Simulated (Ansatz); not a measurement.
# A series in volume per atom on SrTiO₃

Results calculated with Ansatz 0.2.0, not measured. Periodic Kohn-Sham DFT of a crystal at fixed atoms; pressure and stress are positive in compression; the energy is the free energy less that of spherical unpolarised free atoms; site moments are those in the method's own spheres, positive along +z.

Cell of the first row (space group Pm-3m, No. 221):
```
CELL_PARAMETERS angstrom
3.82530 0.00000 0.00000
0.00000 3.82530 0.00000
0.00000 0.00000 3.82530
ATOMIC_POSITIONS crystal
Sr 0.00000 0.00000 0.00000
Ti 0.50000 0.50000 0.50000
O 0.00000 0.50000 0.50000
O 0.50000 0.00000 0.50000
O 0.50000 0.50000 0.00000
```

Settings of every row: method all-electron PAW; functional PBEsol; relativity scalar; k mesh 7x7x7; filling fermi-dirac; smearing width 0.05 eV; nucleus gaussian.

Atom start moment: 0 on all atoms.

| row | volume per atom (Å³) | pressure (GPa) |
| --- | --- | --- |
| 1 | 11.195 | 10.616 |
| 2 | 11.433 | 5.959 |
| 3 | 11.671 | 1.784 |
| 4 | 11.79 | -0.138 |
| 5 | 11.909 | ? |
| 6 | 12.029 | -3.683 |
| 7 | 12.148 | -5.315 |
| 8 | 12.386 | -8.323 |
| 9 | 12.624 | -11.019 |

Question: what pressure should row 5 give?

Worked fit of pressure. Take u = (V_r/V)^(2/3) − 1 with V_r = 11.909 Å³ an atom, which is twice the finite (Eulerian) strain; such expansions in the strain, on which the Birch-Murnaghan equation of state is built, carry the rest volume and the bulk modulus. The shown rows have u = 0.04208, 0.02757, 0.01355, 0.00672, -0.00666, -0.01316, -0.02584, -0.03812. Least squares give pressure = −1.9521 + 265.399 × u + 754.97 × u² + 858 × u³ GPa; a parabola predicts inner rows, each left out in turn, worse (root mean square 0.015 against 0.0038 GPa). The rows lie off it by -0.001, 0.002, -0.001, -0.004, 0.003, 0.001, -0.002, 0.001. The pressure vanishes at u = 0.0072, or V = 11.78 Å³ an atom, and there the bulk modulus at fixed shape and fractions is B = −V dP/dV = (2/3)(1 + u) dP/du = 186 GPa. The withheld row has u = 0, so the fit gives −1.9521 + 265.399 × (0) + 754.97 × (0)² + 858 × (0)³ = -1.952 GPa.

The calculation gave -1.959 GPa. The fit lies 0.007 GPa (0.032 % of the column's range) above it; its largest miss of a shown row is 0.004 GPa.
